**Slopes of core levels and total energy with nuclear charge, Ni to Sn**

The table holds 1s1/2 and 2p3/2 orbital energies, their $\langle 1/r\rangle$, and forward-difference slopes with $Z$ of these levels and of the total energy, from Dirac-Coulomb Hartree-Fock configuration averages without correlation, Breit or QED terms. The program tests the Hellmann-Feynman theorem for the total, the bare slope $-\langle 1/r\rangle$ of a level, an outer-charge model of the electronic response built on $E''$, a fixed-screening Dirac level, and the slope as a predictor of the step to the next element. The theorem holds to rounding once the step bias is removed, while the bare slope is too steep by 12 to 17% for 1s and 49 to 78% for 2p3/2. The actual 1s response is 0.90 to 0.92 of the parameter-free estimate; the one-offset 2p3/2 model follows the irregular steps but drifts, and a quadratic in $Z$ fits better. Steps between neutral atoms fall short of the mean slope by 4 to 21 eV, depending on the change of occupation.

Neutral atoms computed with B-spline radial code 1 at the basis-set limit: Dirac-Coulomb Hartree-Fock, averaged over the nl configuration, with a Fermi nucleus (skin thickness 2.3 fm) and no Breit or QED terms. Slopes d/dZ are forward differences for a nuclear charge raised by 0.1 e at fixed configuration and nuclear radius; all other columns are for integer Z.

## Program and output

```python
# Table: Dirac-Coulomb Hartree-Fock (B-spline radial code, configuration average, Fermi nucleus) levels, <1/r>,
# and forward-difference slopes with Z (step 0.1), Ni to Sn. Tested: Hellmann-Feynman for the total, bare slope
# -<1/r> of a level, an outer-charge model of the response, fixed screening, and the Z+1 picture.
T = {
    'ion': ['Ni', 'Cu', 'Zn', 'Ga', 'Ge', 'As', 'Se', 'Br', 'Kr', 'Rb', 'Sr', 'Zr', 'Nb', 'Mo', 'Tc', 'Ru', 'Rh', 'Pd', 'Ag', 'Cd', 'In', 'Sn'],
    'Z': [28, 29, 30, 31, 32, 33, 34, 35, 36, 37, 38, 40, 41, 42, 43, 44, 45, 46, 47, 48, 49, 50],
    'configuration': ['[Ar] 3d8 4s2', '[Ar] 3d10 4s1', '[Ar] 3d10 4s2', '[Ar] 3d10 4s2 4p1', '[Ar] 3d10 4s2 4p2', '[Ar] 3d10 4s2 4p3', '[Ar] 3d10 4s2 4p4', '[Ar] 3d10 4s2 4p5', '[Ar] 3d10 4s2 4p6', '[Kr] 5s1', '[Kr] 5s2', '[Kr] 4d2 5s2', '[Kr] 4d4 5s1', '[Kr] 4d5 5s1', '[Kr] 4d5 5s2', '[Kr] 4d7 5s1', '[Kr] 4d8 5s1', '[Kr] 4d10', '[Kr] 4d10 5s1', '[Kr] 4d10 5s2', '[Kr] 4d10 5s2 5p1', '[Kr] 4d10 5s2 5p2'],
    'e_1s12': [-8406.94, -9051.98, -9734.84, -10446.8, -11185.7, -11951.7, -12744.9, -13565.5, -14413.5, -15296.4, -16207.8, -18110.0, -19100.3, -20121.6, -21175.4, -22250.8, -23359.2, -24492.9, -25664.6, -26867.4, -28103.1, -29370.0],  # eV
    'e_2p32': [-894.791, -967.528, -1057.2, -1154.08, -1255.82, -1362.42, -1473.85, -1590.06, -1711.03, -1843.96, -1982.14, -2267.47, -2413.59, -2566.89, -2728.61, -2887.35, -3054.54, -3222.16, -3402.92, -3589.6, -3783.6, -3983.0],  # eV
    'slope_1s12': [-655.0, -678.2, -706.4, -734.0, -761.9, -789.9, -818.0, -846.2, -874.5, -903.2, -932.6, -989.4, -1017, -1046, -1077, -1105, -1135, -1164, -1196, -1228, -1259, -1291],  # eV
    'slope_2p32': [-93.67, -94.73, -101.1, -106.7, -112.5, -118.2, -123.8, -129.4, -134.9, -140.5, -146.6, -156.2, -159.7, -165.0, -171.7, -175.6, -180.8, -184.7, -191.2, -197.6, -203.5, -209.7],  # eV
    'inv_r_1s12': [28.098, 29.163, 30.232, 31.307, 32.387, 33.473, 34.566, 35.664, 36.769, 37.881, 39.0, 41.26, 42.402, 43.552, 44.711, 45.878, 47.055, 48.241, 49.437, 50.642, 51.859, 53.086],  # 1/bohr
    'inv_r_2p32': [5.9277, 6.1753, 6.4221, 6.6692, 6.9165, 7.1642, 7.4122, 7.6606, 7.9094, 8.1587, 8.4083, 8.9091, 9.1602, 9.4116, 9.6635, 9.9159, 10.169, 10.422, 10.676, 10.93, 11.185, 11.44],  # 1/bohr
    'slope_total': [-3559.4, -3753.7, -3940.1, -4127.0, -4316.8, -4509.5, -4705.2, -4903.9, -5105.7, -5303.3, -5503.5, -5917.6, -6132.5, -6348.3, -6563.8, -6789.6, -7015.2, -7248.0, -7476.3, -7706.9, -7938.3, -8172.5],  # eV
    'vne_over_z': [-3550.8, -3744.8, -3931.2, -4117.9, -4307.7, -4500.3, -4695.9, -4894.4, -5096.1, -5293.6, -5493.7, -5907.5, -6122.2, -6337.9, -6553.3, -6778.9, -7004.3, -7237.0, -7465.2, -7695.7, -7927.0, -8161.1],  # eV
}
import re
import numpy as np
from scipy.constants import physical_constants as pc, alpha
H = pc['Hartree energy in eV'][0]; a0 = pc['Bohr radius'][0]*1e15; c = 1/alpha; h = 0.1
A = lambda k: np.array(T[k], float)
ion = T['ion']; Z = A('Z'); e1, e2 = A('e_1s12'), A('e_2p32'); s1, s2 = A('slope_1s12'), A('slope_2p32')
r1, r2, sE, v0 = A('inv_r_1s12'), A('inv_r_2p32'), A('slope_total'), A('vne_over_z')
# further output of the same runs: electron-nucleus energy (hartree) at Z+0.1
V1 = -np.array([3684.525, 4023.693, 4368.275, 4727.12, 5103.149, 5496.686, 5908.114, 6337.825, 6786.213, 7243.774, 7719.401,
    8735.301, 9278.07, 9837.85, 10413.03, 11020.84, 11644.83, 12297.9, 12959.9, 13642.8, 14344.17, 15067.78])
v1 = V1*H/(Z+h); hf = sE-(v0+v1)/2; E2 = -(v1-v0)/h
g1, g2 = np.gradient(r1, Z, edge_order=2), np.gradient(r2, Z, edge_order=2)
b1, b2 = H*(r1+g1*h/2), H*(r2+g2*h/2); R1, R2 = s1+b1, s2+b2
M1 = E2-2*H*g1+5/16*H; O2 = E2-H*(2*g1+8*g2); off = np.mean(R2-O2)
def fixed(e, s, n):  # Dirac one-electron slope at fixed screening, from the eigenvalue at Z+0.05
    g = 1+(e+s*h/2)/H/c**2
    return -H*c*np.sqrt(1-g*g)/(n*g)
f1, f2 = 100*(fixed(e1, s1, 1)/s1-1), 100*(fixed(e2, s2, 2)/s2-1)
rms = lambda x: np.sqrt(np.mean(x**2)); rg = lambda x: f"{x.min():.2f} to {x.max():.2f}"
print("eV per unit Z; R = slope + <1/r> at Z+0.05; % = R over <1/r>; fix% = error of fixed-screening slope")
print("atom  gap  mean-res  -E''  R1s    %  model | R2p    %  model | R1s-R2p fix%1s fix%2p")
for i, x in enumerate(ion):
    print(f"{x:2s} {sE[i]-v0[i]:6.1f} {hf[i]:6.2f} {E2[i]:6.1f} {R1[i]:6.1f} {100*R1[i]/b1[i]:4.1f} {M1[i]:6.1f} |"
          f" {R2[i]:5.1f} {100*R2[i]/b2[i]:4.1f} {O2[i]+off:5.1f} | {R1[i]-R2[i]:5.1f} {f1[i]:5.1f} {f2[i]:5.1f}")
print(f"gap = dE/dZ - V/Z; against mean V/Z of both runs worst {abs(hf).max():.2f} ({ion[abs(hf).argmax()]}), rounding 0.08")
print("rounding: -E'' and models 0.5; R1s 0.06, from Nb 0.5; R2p up to 0.06")
print(f"bare slope too steep by %: 1s {rg(100*(-b1/s1-1))}, 2p {rg(100*(-b2/s2-1))}")
print(f"1s model, no parameter: R/model {rg(R1/M1)}, model-R {rg(M1-R1)} eV")
d2 = R2-O2-off; q2 = R2-np.polyval(np.polyfit(Z-39, R2, 2), Z-39)
print(f"2p model, offset {off:.1f}: rms {rms(d2):.2f}, worst {d2[abs(d2).argmax()]:.2f} ({ion[abs(d2).argmax()]});"
      f" quadratic in Z: rms {rms(q2):.2f}, worst {q2[abs(q2).argmax()]:.2f} ({ion[abs(q2).argmax()]})")
cc = np.corrcoef(np.diff(R2), np.diff(O2))[0, 1]; c1 = np.corrcoef(np.diff(R2), np.diff(R1))[0, 1]
print(f"correlation of row steps: R2p with outer sum {cc:.2f}, R2p with R1s {c1:.2f}")
p = ion.index('Pd')  # further output, displaced Pd run: <1/r> 48.35995 (1s), 10.44737 (2p3/2)
print(f"Pd d<1/r>/dZ, displaced run vs rows: 1s {(48.35995-r1[p])/h:.3f} vs {g1[p]:.3f}, 2p {(10.44737-r2[p])/h:.3f} vs {g2[p]:.3f} (rounding 0.005)")
def occ(s):
    n = dict(zip('spd', (6, 12, 0) if 'Ar' in s else (8, 18, 10)))
    for l, k in re.findall(r'\d([spd])(\d+)', s): n[l] += int(k)
    return np.array([n[l] for l in 'spd'])
N = np.array([occ(s) for s in T['configuration']]); mid = lambda x: (x[1:]+x[:-1])/2
x1 = np.diff(e1)-np.diff(Z)*mid(s1+H*g1*h/2); x2 = np.diff(e2)-np.diff(Z)*mid(s2+H*g2*h/2)
G = {}
for i, d in enumerate(np.diff(N, axis=0)):
    G.setdefault(' '.join(f"{l}{k:+d}" for l, k in zip('spd', d) if k), []).append(i)
print("step to next row: level change minus mean slope, eV, 2p/1s; then step of R2p")
for k, I in G.items():
    print(f"{k}: "+' '.join(f"{ion[i]} {x2[i]:.1f}/{x1[i]:.1f}" for i in I)+" ; "+' '.join(f"{np.diff(R2)[i]:.1f}" for i in I))
    print(f"   mean 2p {x2[I].mean():.1f} eV = {np.mean(100*x2[I]/-np.diff(e2)[I]):.1f}% of the level change")
# further outputs: valence <1/r>; Breit + self-energy + vacuum polarisation (eV); Zr 1s density, rms radius
print(f"bare <1/r>, eV: Ge 4p3/2 {0.4406862*H:.1f}, Zr 4d5/2 {0.6063771*H:.1f}, Zr 5s {0.3168235*H:.1f}")
q = np.array([[16.1857+8.384862-0.8085701, 33.10197+17.91617-1.999993], [1.893437+0.05114734-0.00015933, 4.167715+0.1452215-0.00062964]])
j, k = ion.index('Ge'), ion.index('Zr')
for n, w, s in zip(('1s', '2p3/2'), q, (s1, s2)):
    print(f"omitted Breit+QED {n}: Ge {w[0]:.1f}, Zr {w[1]:.1f} eV, {(w[1]-w[0])/8:.2f} per Z = {-100*(w[1]-w[0])/8/((s[j]+s[k])/2):.2f}% of slope")
print(f"finite nucleus, Zr 1s: V/Z differs from -<1/r> by about {2*np.pi/3*32112.89*(4.2694/a0)**2*H:.3f} eV")
assert abs(hf).max() < 0.15 and (sE < v0).all()
assert (R1 > R2).all() and (R2 > 0).all() and (R2/b2 > R1/b1).all()
assert ((R1/M1 > 0.8) & (R1/M1 < 1)).all() and cc > 0.7
assert (x2 > 0).all() and x2[G['s-1 d+2']].min() > x2[G['s+1']].max()
```

It prints:

```
eV per unit Z; R = slope + <1/r> at Z+0.05; % = R over <1/r>; fix% = error of fixed-screening slope
atom  gap  mean-res  -E''  R1s    %  model | R2p    %  model | R1s-R2p fix%1s fix%2p
Ni   -8.6   0.00  172.1  111.0 14.5  122.7 |  68.0 42.0  62.3 |  43.1   4.8  18.3
Cu   -8.9  -0.02  177.5  116.8 14.7  128.0 |  73.6 43.7  67.7 |  43.2   5.1  21.6
Zn   -8.9   0.03  178.6  117.7 14.3  128.8 |  74.0 42.3  68.6 |  43.7   4.7  19.1
Ga   -9.1  -0.02  181.6  119.4 14.0  131.5 |  75.1 41.3  71.3 |  44.3   4.5  17.9
Ge   -9.1   0.04  182.7  120.9 13.7  132.3 |  76.0 40.3  72.0 |  44.8   4.3  16.7
As   -9.2   0.05  185.1  122.4 13.4  134.3 |  77.1 39.5  73.9 |  45.3   4.1  15.7
Se   -9.3   0.05  187.0  124.1 13.2  135.9 |  78.2 38.7  75.5 |  45.8   3.9  14.9
Br   -9.5   0.01  190.2  125.8 12.9  138.7 |  79.4 38.0  78.2 |  46.4   3.8  14.2
Kr   -9.6  -0.00  192.0  127.5 12.7  140.2 |  80.7 37.4  79.5 |  46.9   3.6  13.6
Rb   -9.7   0.01  194.2  129.1 12.5  142.0 |  81.8 36.8  81.3 |  47.3   3.5  13.3
Sr   -9.8  -0.01  195.7  130.2 12.2  143.1 |  82.5 36.0  82.3 |  47.6   3.3  12.6
Zr  -10.1  -0.01  201.7  134.9 12.0  148.3 |  86.6 35.7  87.3 |  48.3   3.3  13.0
Nb  -10.3   0.00  206.0  138.4 12.0  152.2 |  89.9 36.0  91.1 |  48.5   3.3  14.1
Mo  -10.4   0.00  208.1  140.7 11.9  153.7 |  91.4 35.7  92.6 |  49.2   3.3  13.9
Tc  -10.5   0.01  210.2  141.2 11.6  155.4 |  91.6 34.8  94.1 |  49.6   3.0  12.8
Ru  -10.7  -0.01  213.8  145.0 11.6  158.5 |  94.6 35.0  97.1 |  50.4   3.1  13.5
Rh  -10.9  -0.06  216.9  147.0 11.5  161.1 |  96.3 34.7  99.6 |  50.8   3.0  13.4
Pd  -11.0   0.03  220.7  150.3 11.4  164.3 |  99.2 35.0 102.8 |  51.1   3.1  14.1
Ag  -11.1   0.00  222.1  150.9 11.2  165.2 |  99.7 34.3 103.5 |  51.2   2.9  13.3
Cd  -11.2  -0.01  223.8  151.7 11.0  166.4 | 100.2 33.6 104.6 |  51.5   2.7  12.6
In  -11.3  -0.01  225.9  153.8 10.9  167.9 | 101.2 33.2 106.0 |  52.6   2.6  12.3
Sn  -11.4   0.02  228.4  155.2 10.7  169.8 | 101.9 32.7 107.9 |  53.3   2.5  11.8
gap = dE/dZ - V/Z; against mean V/Z of both runs worst 0.06 (Rh), rounding 0.08
rounding: -E'' and models 0.5; R1s 0.06, from Nb 0.5; R2p up to 0.06
bare slope too steep by %: 1s 12.02 to 17.22, 2p 48.61 to 77.74
1s model, no parameter: R/model 0.90 to 0.92, model-R 11.09 to 14.68 eV
2p model, offset 2.1: rms 3.56, worst -5.95 (Sn); quadratic in Z: rms 1.19, worst 2.23 (Pd)
correlation of row steps: R2p with outer sum 0.92, R2p with R1s 0.99
Pd d<1/r>/dZ, displaced run vs rows: 1s 1.189 vs 1.191, 2p 0.254 vs 0.253 (rounding 0.005)
step to next row: level change minus mean slope, eV, 2p/1s; then step of R2p
s-1 d+2: Ni 21.1/20.1 Zr 11.5/11.3 Tc 14.6/14.0 Rh 14.8/14.2 ; 5.7 3.3 3.0 3.0
   mean 2p 15.5 eV = 13.7% of the level change
s+1: Cu 7.9/8.0 Kr 4.4/4.4 Rb 5.0/5.0 Mo 6.3/6.1 Pd 6.8/6.7 Ag 7.4/7.6 ; 0.3 1.2 0.7 0.2 0.4 0.5
   mean 2p 6.3 eV = 4.6% of the level change
p+1: Zn 6.7/6.8 Ga 7.5/7.6 Ge 8.4/8.4 As 9.2/9.3 Se 10.1/10.0 Br 10.8/10.8 Cd 6.2/6.1 In 6.9/6.4 ; 1.1 0.9 1.0 1.1 1.2 1.3 1.0 0.7
   mean 2p 8.2 eV = 6.8% of the level change
d+2: Sr 16.8/16.7 ; 4.0
   mean 2p 16.8 eV = 5.9% of the level change
d+1: Nb 8.7/8.6 Ru 10.7/10.0 ; 1.5 1.7
   mean 2p 9.7 eV = 6.0% of the level change
bare <1/r>, eV: Ge 4p3/2 12.0, Zr 4d5/2 16.5, Zr 5s 8.6
omitted Breit+QED 1s: Ge 23.8, Zr 49.0 eV, 3.16 per Z = 0.36% of slope
omitted Breit+QED 2p3/2: Ge 1.9, Zr 4.3 eV, 0.30 per Z = 0.22% of slope
finite nucleus, Zr 1s: V/Z differs from -<1/r> by about 0.012 eV
```
